\section*{Current collapse in a multi-finger SiGe HBT on SOI: what moves the threshold}

Emitter fingers wired in parallel share one base-emitter voltage. A finger that runs hotter needs less voltage for the same current, so it takes more current and heats further. This page derives the current at which two fingers stop sharing equally and then asks what happens when one thing is changed: collector voltage, buried oxide (BOX), pitch, trench isolation, ballast, ambient temperature, germanium content or finger count. All device parameters are illustrative, and every result is the model's.

\subsection*{Threshold}

$I_i$ is the collector current of finger $i$, $T_i$ its junction temperature and $V_i$ its internal base-emitter voltage. Two local slopes describe the junction: $\partial V/\partial\ln I|_T = nkT/q$ and $\phi=-\partial V/\partial T|_I>0$. $R_E$ is the emitter resistance per finger. It lies inside the finger, so the finger dissipates $V_{CE}I_i$. We neglect the base current and the Early effect and stay below high injection. With ambient temperature $T_a$ and thermal matrix $R_{ij}$ in K/W,
\begin{equation}
V_{BE}=V(I_i,T_i)+R_EI_i ,\qquad T_i=T_a+V_{CE}\sum_j R_{ij}I_j .
\label{eq:model}
\end{equation}
For two identical fingers $I_1=I_2=I$ is always a solution. Perturb it by $\delta I_1=-\delta I_2=\delta I$. The total current does not change, so the bias circuit does not respond and $\delta V_{BE}=0$ to first order. The temperatures move by $\pm V_{CE}\,\Delta R\,\delta I$ with $\Delta R=R_{11}-R_{12}$, and Eq.~\eqref{eq:model} gives
\begin{equation}
\Big[\frac{nkT}{qI}+R_E-\phi V_{CE}\Delta R\Big]\delta I=0 .
\label{eq:odd}
\end{equation}
The currents follow the temperatures much faster than the temperatures follow the power. A difference $\delta T$ draws $\delta I=\phi\,\delta T/(nkT/qI+R_E)$, which sustains a difference $V_{CE}\Delta R\,\delta I$. The imbalance decays if this is smaller than $\delta T$, that is, if the bracket is positive. The threshold per finger and the minimum ballast at current $I$ are
\begin{equation}
I_{\rm crit}=\frac{nkT/q}{\phi V_{CE}\Delta R-R_E},\qquad
R_E>\phi V_{CE}\Delta R-\frac{nkT}{qI}.
\label{eq:crit}
\end{equation}
Both $T$ and $\phi$ belong to the operating point, so the first relation is an implicit equation for $I_{\rm crit}$. With $T$ and $\phi$ frozen, currents $I(1\pm x)$ solve Eq.~\eqref{eq:model} when $I/I_{\rm crit}=\operatorname{artanh}(x)/x\approx1+x^2/3$. The imbalance grows continuously and reaches $x=0.5$ at $1.10\,I_{\rm crit}$. Under base-current drive the collector current then collapses if the gain falls with temperature, because the hot finger takes most of the base current.

The even mode $\delta I_1=\delta I_2$ has $\Sigma R=R_{11}+R_{12}$ in place of $\Delta R$. An ideal voltage source on the base lets that mode run away first. Equation~\eqref{eq:crit} is the limit when the bias circuit holds the total current, which is assumed from here on.

\subsection*{Reference device}

For the junction take $n=1$ and $I=CT^m\exp[q(V-V_G)/kT]$, where $qV_G$ is the base gap extrapolated to zero temperature. Then $V=V_G-(kT/q)\ln(CT^m/I)$ and
\begin{equation}
\phi=\frac{V_G-V}{T}+m\frac kq=\frac kq\Big[m+\ln\frac{CT^m}{I}\Big].
\label{eq:phi}
\end{equation}
Typical inputs for a $1\,\mu\mathrm m\times10\,\mu\mathrm m$ emitter are $V_G=1.10$ V, $m=3$, $V=0.80$ V at 1 mA and 300 K, and $R_E=1\ \Omega$. They give $\phi=1.259$ mV/K at that point.

For the heat flow treat the silicon film as a fin. It has thickness $t$ and conductivity $\kappa$, is closed by insulating trenches at the two ends of the fingers (length $W$), and is wide across them (coordinate $x$). It loses heat through a BOX of thickness $t_b$ and conductivity $\kappa_{ox}$. The temperature rise obeys $\kappa t\,\vartheta''=(\kappa_{ox}/t_b)\vartheta$ away from a line source, and all its power leaves through the BOX. Hence $\vartheta=PR_fe^{-|x|/\Lambda}$ and, for pitch $s$,
\begin{equation}
\Lambda=\sqrt{\frac{\kappa t\,t_b}{\kappa_{ox}}},\quad R_f=\frac{\Lambda}{2\kappa tW},\quad
R_{ij}=R_0\delta_{ij}+R_f\rho^{|i-j|}+R_s,\quad \rho=e^{-s/\Lambda}.
\label{eq:fin}
\end{equation}
$R_0\propto1/\kappa$ is the local constriction under the emitter and $R_s$ the substrate resistance, common to all fingers. The inputs are $\kappa\approx100$ and $\kappa_{ox}\approx1.4\ \mathrm{W\,m^{-1}K^{-1}}$, $t=1.5\,\mu$m, $t_b=0.4\,\mu$m, $W=10\,\mu$m, $s=8\,\mu$m, $R_0=500$ K/W and $R_s=200$ K/W. The Biot number $t\kappa_{ox}/(t_b\kappa)=0.05$ justifies the fin picture. One finds $\Lambda=6.55\,\mu$m, $R_f=2182$ K/W, $\rho=0.295$, $R_{11}=2882$, $R_{12}=843$, $\Delta R=2039$ and $\Sigma R=3725$ K/W. Intermediate values are carried unrounded, and the extra digits serve only to compare cases within the model.

At $V_{CE}=3$ V and $T_a=300$ K, Eq.~\eqref{eq:crit} with $T=T_a+V_{CE}I\,\Sigma R$ gives $I_{\rm crit}=5.01$ mA, $T=356.0$ K, $\phi=1.164$ mV/K and $kT/q=30.68$ mV. The destabilising term $\phi V_{CE}\Delta R$ is $7.12\ \Omega$ and the diode resistance $r=kT/qI$ is $6.12\ \Omega$. A useful scale is $kT/q\phi=26$ K, the temperature rise that multiplies the current by $e$ at fixed internal voltage. With the same $T$ and $\phi$ the even mode under voltage drive would go at 2.6 mA. A typical base resistance of $20\ \Omega$ over a gain of 150 would add $0.13\ \Omega$ of ballast, 2\,\% of $r$, and avalanche current cancels it near the open-base breakdown voltage, taken to lie above 5 V.

\subsection*{Sensitivity rule}

Differentiate the logarithm of Eq.~\eqref{eq:crit} using Eq.~\eqref{eq:phi}. Define $A=\phi V_{CE}\Delta R/r=1.163$, $\epsilon=Ak/q\phi=0.0861$, $\eta=1-m\epsilon=0.742$ and $\theta=(T-T_a)/T=0.157$. Then
\begin{equation}
(1-\epsilon)\,d\ln I=-A\,d\ln(V_{CE}\Delta R)+\frac{dR_E}{r}-\epsilon\,d\ln C+\eta\,d\ln T ,
\label{eq:s1}
\end{equation}
with $d\ln T=dT_a/T+\theta\,d\ln(V_{CE}I\,\Sigma R)$. A higher current lowers $\phi$ and raises $kT/q$, and both push the threshold further the same way. The feedback strength is $\sigma=\epsilon+\eta\theta=0.203$, and every direct effect is multiplied by $1/(1-\sigma)=1.254$. In numbers,
\begin{multline}
d\ln I_{\rm crit}=-1.31\,d\ln V_{CE}-1.46\,d\ln\Delta R+0.146\,d\ln\Sigma R\\
+0.205\,dR_E/\Omega+2.61\times10^{-3}\,dT_a/\mathrm K-0.108\,d\ln C .
\label{eq:s2}
\end{multline}

One neglected term can rival these effects. The conductivity of silicon falls as $\kappa\propto T^{-p}$, with $p\approx1.3$ for bulk material and typically less for heavily doped films. In uniform silicon the Kirchhoff transformation makes the differential thermal resistance that of a medium with $\kappa$ taken at the finger temperature. We therefore repeat each case with $\kappa=100\,(356\ \mathrm K/T)^{1.3}\ \mathrm{W\,m^{-1}K^{-1}}$ in $R_0$, $R_f$ and $\Lambda$. This is approximate because of the leak through the BOX, so those results are given in whole per cent. From Eq.~\eqref{eq:fin}, $\gamma=-\partial\ln\Delta R/\partial\ln\kappa=0.815$, and Eq.~\eqref{eq:s1} keeps its form with $\eta\to\eta-A\gamma p$.

\subsection*{The changes}

\paragraph{Collector voltage, 3 V to 3.6 V.} \emph{Reasoning.} Each milliampere heats more, so the threshold falls. A plain $1/V_{CE}$ law would give $-17\,\%$. The fall must be steeper, because the fixed $R_E$ is subtracted from a growing term and because $\phi$ rises as the current drops. Equation~\eqref{eq:s2} gives $-21\,\%$. \emph{Calculation.} $I_{\rm crit}=3.96$ mA. The power per finger at threshold moves only from 15.0 mW to 14.3 mW, so with light ballast the boundary is close to a line of constant power.

\paragraph{BOX thickness, $0.4\,\mu$m to $1.0\,\mu$m.} \emph{Reasoning.} The device gets much hotter, but the odd mode sends heat sideways through the film from one finger towards the other. For $s\ll\Lambda$ the film part of $\Delta R$ tends to $s/2\kappa tW$, which does not contain $t_b$. Here $s$ is comparable with $\Lambda$, so expect a fall that is small against the rise of $R_{11}$. \emph{Calculation.} $\Lambda=10.35\,\mu$m. $R_{11}$ rises by 44\,\% to 4150 K/W and $\Sigma R$ by 60\,\% to 5943 K/W, but $\Delta R$ only by 16\,\% to 2357 K/W. At constant $\kappa$ the threshold is 4.39 mA, a change of $-12.4\,\%$. The junction is then at 378.3 K, and the poorer silicon conductivity deepens the change to about $-19\,\%$.

\paragraph{Pitch, $8\,\mu$m to $16\,\mu$m.} \emph{Reasoning.} Spreading the fingers cools the pair, yet thermal coupling is what ties their temperatures together. $R_{12}$ falls, $\Delta R$ rises and the threshold must fall. The limit is $\Delta R\to R_0+R_f$, so the effect saturates beyond a few $\Lambda$. \emph{Calculation.} $\rho\to\rho^2$ gives $\Delta R=2493$ K/W, up by 22\,\%, and $\Sigma R=3272$ K/W. The threshold is 3.72 mA at 336.6 K. The device loses equal sharing at a lower current and a lower temperature.

\paragraph{Insulating trench midway between the fingers.} \emph{Reasoning.} In the even state no heat crosses the midplane, so the trench leaves $\Sigma R$ and the temperature at a given current unchanged. In the odd mode the midplane was an isotherm, a perfect sink, and becomes a wall. The image source changes sign, $\Delta R=R_0+R_f(1+\rho)$, and the threshold should roughly halve. \emph{Calculation.} $\Delta R=3325$ K/W, up by 63\,\%, and $I_{\rm crit}=2.58$ mA. A real trench conducts some heat, so within the model this is the largest possible effect. A temperature reading at equal sharing gives no warning of it.

\paragraph{Ballast, $1\ \Omega$ to $2\ \Omega$.} \emph{Reasoning.} The denominator drops from 6.12 to $5.12\ \Omega$, which alone gives $+20\,\%$. The feedback and the upward curvature add to this, and the hotter film takes some back. \emph{Calculation.} 6.31 mA at 370.5 K, $+25.8\,\%$ at constant $\kappa$ and about $+19\,\%$ with $\kappa(T)$.

For a design current of 8 mA per finger, $T=389.4$ K, $\phi=1.147$ mV/K, $\phi V_{CE}\Delta R=7.02\ \Omega$ and $r=4.19\ \Omega$, so $R_E>2.82\ \Omega$ at constant $\kappa$. The factor $\gamma p\ln(T/356\,\mathrm K)$ adds about $0.7\ \Omega$.

Where the ballast sits also matters. A long finger is itself a row of parallel segments. A current pattern $\cos(\pi y/W)$ along both fingers carries no net current and respects the insulated ends. In the fin equation it replaces $\Lambda^{-2}$ by $\Lambda_y^{-2}=\Lambda^{-2}+\pi^2/W^2$, so
\begin{equation}
\lambda_y=R_0+\frac{\Lambda_y}{2\kappa tW}\big(1+e^{-s/\Lambda_y}\big)=1513\ \mathrm{K/W},\qquad \Lambda_y=2.86\,\mu\mathrm m .
\label{eq:long}
\end{equation}
This is below $\Delta R$, so the two-finger mode is the first to go in the reference device. A lumped resistor in the finger lead does not act on the lengthwise pattern. Once it exceeds $\phi V_{CE}(\Delta R-\lambda_y)=1.8\ \Omega$ the failure moves inside the finger. At 8 mA the distributed part alone must exceed $1.01\ \Omega$, so the intrinsic $1\ \Omega$ leaves no margin and the added ballast belongs in the emitter layer or in segmented fingers.

\paragraph{Ambient temperature, 300 K to 358 K.} \emph{Reasoning.} Three terms compete. $kT/q$ rises and stabilises. $\phi$ rises slowly through $m\ln T$, which cuts the first term to the fraction $\eta$. The conductivity falls and raises $\Delta R$. The net sign is that of $\eta-A\gamma p$, which vanishes at
\begin{equation}
p^*=\frac{\eta}{A\gamma}=0.78 .
\label{eq:pstar}
\end{equation}
\emph{Calculation.} At constant $\kappa$ the threshold rises to 5.76 mA, $+14.9\,\%$. With $p=1.3$ it falls by about 7\,\%. The constant-$\kappa$ result has the wrong sign for any film with $p>p^*$, and for $p$ near $p^*$ the threshold hardly moves. The sign for a given process needs its $\kappa(T)$.

\paragraph{More germanium in a uniform base, $V_G$ lower by 0.04 V.} \emph{Reasoning.} The first form of Eq.~\eqref{eq:phi} tempts one to lower $\phi$ by $0.04\ \mathrm V/T=0.11$ mV/K, which would suggest $+15\,\%$. But the threshold is a condition on current, and at a given current $V$ falls by the same 0.04 V. The second form contains no $V_G$, so the gap change has no effect. Only the prefactor $C$, set by densities of states, diffusivity and base doping, enters, and it does so logarithmically. The alloy layer lies above the collector junction, outside the downward heat path of the model. \emph{Calculation.} An assumed fall of $C$ by the factor 0.8 gives 5.14 mA, $+2.5\,\%$.

\begin{center}
\begin{tabular}{lccccc}
\hline
Change & Eq.~\eqref{eq:s2} & $I_{\rm crit}$/mA & $T$/K & constant $\kappa$ & $p=1.3$\\
\hline
reference & & 5.01 & 356.0 & & \\
$V_{CE}=3.6$ V & $-21\,\%$ & 3.96 & 353.2 & $-20.9\,\%$ & $-20\,\%$\\
$t_b=1.0\,\mu$m & $-13\,\%$ & 4.39 & 378.3 & $-12.4\,\%$ & $-19\,\%$\\
$s=16\,\mu$m & $-27\,\%$ & 3.72 & 336.6 & $-25.7\,\%$ & $-21\,\%$\\
trench & $-51\,\%$ & 2.58 & 328.9 & $-48.5\,\%$ & $-46\,\%$\\
$R_E=2\ \Omega$ & $+23\,\%$ & 6.31 & 370.5 & $+25.8\,\%$ & $+19\,\%$\\
$T_a=358$ K & $+16\,\%$ & 5.76 & 422.4 & $+14.9\,\%$ & $-7\,\%$\\
$C\to0.8\,C$ & $+2\,\%$ & 5.14 & 357.4 & $+2.5\,\%$ & $+2\,\%$\\
\hline
\end{tabular}
\end{center}
The second column exponentiates Eq.~\eqref{eq:s2} with finite changes inserted. The current and temperature columns are for constant $\kappa$.

\paragraph{A third finger.} For $N$ fingers the linearised Eq.~\eqref{eq:model} reads
\begin{equation}
\delta V_{BE}=(r_i+R_E)\,\delta I_i-\phi_iV_{CE}\sum_jR_{ij}\,\delta I_j ,\qquad \sum_i\delta I_i=0 .
\label{eq:N}
\end{equation}
Equal currents solve Eq.~\eqref{eq:model} only if all rows of $R_{ij}$ have the same sum. The uniform vector is then an eigenvector, and Eq.~\eqref{eq:crit} holds with $\Delta R$ replaced by the largest eigenvalue $\lambda$ among the zero-sum eigenvectors. An open row of identical fingers with $N>2$ does not meet this condition.

\emph{Reasoning.} Two things lower the usable current. The mode $(1,0,-1)$ has $\lambda=R_{11}-R_{13}=2493$ K/W, the same as for a pair at twice the pitch. With equal currents and the reference $T$ and $\phi$ it would go at 3.98 mA. In addition the centre row sum exceeds the outer one by $R_{12}-R_{13}=454$ K/W, so the centre finger is hotter from the start. Equating $V_{BE}$ of centre ($I_c$) and outer ($I_o$) fingers to first order in their difference gives
\begin{equation}
I_c-I_o=\frac{\phi V_{CE}(R_{12}-R_{13})\,I_o}{r+R_E-\phi V_{CE}\Delta R},
\label{eq:three}
\end{equation}
which grows without a sharp onset as the two-finger denominator shrinks. Expect the centre finger to take over gradually, at a mean current below the eigenvalue estimate.

\emph{Calculation.} Solving Eq.~\eqref{eq:model} at constant $\kappa$ for $I_c=4$, 5 and 6 mA gives $I_o=2.55$, 2.66 and 2.61 mA. The outer current peaks near $I_c=5$ mA, where the mean is 3.44 mA per finger and the centre carries 1.88 times the outer current. The mode $(1,0,-1)$ involves only the outer fingers, and its bracket $r_o+R_E-\phi_oV_{CE}(R_{11}-R_{13})$ is still $+3.0\ \Omega$ there. The outer current then declines, so that threshold is not reached. The eigenvalue estimate is optimistic for an open row unless the centre finger gets extra ballast or spacing.

The eigenvalue remains the right tool for a current-independent bound. On zero-sum vectors $R_s$ drops out, and no eigenvalue of the remaining matrix exceeds its row sum for an infinite row,
\begin{equation}
\lambda_\infty=R_0+R_f\frac{1+\rho}{1-\rho}=4505\ \mathrm{K/W}.
\label{eq:inf}
\end{equation}
With the reference $\phi$ and constant $\kappa$, $R_E>\phi V_{CE}\lambda_\infty\approx16\ \Omega$ keeps every zero-sum mode stable without help from $r$, against $7.12\ \Omega$ for the pair. In a long array the dangerous pattern has a long wavelength: neighbours heat together and their coupling no longer stabilises.

\subsection*{How far to trust the numbers}

Self-heating resistances of a few thousand K/W for an emitter of this size on SOI, and $\phi$ near 1 mV/K at operating current, are typical. The model omits the upward path through contacts and wiring metal. That path removes heat and couples the fingers, so it lowers $\Delta R$, $\lambda_y$ and $\lambda_\infty$, typically by up to tens of per cent on SOI, and by Eq.~\eqref{eq:s2} the model's thresholds are then low by about 1.46 times the logarithmic change of $\Delta R$. The signs for voltage, BOX, pitch, trench and ballast follow from the structure of Eqs.~\eqref{eq:crit} and \eqref{eq:fin} and survive this. The sign for ambient temperature depends on $p$, and metal conduction, which varies little with temperature, lowers $\gamma$ and raises $p^*$.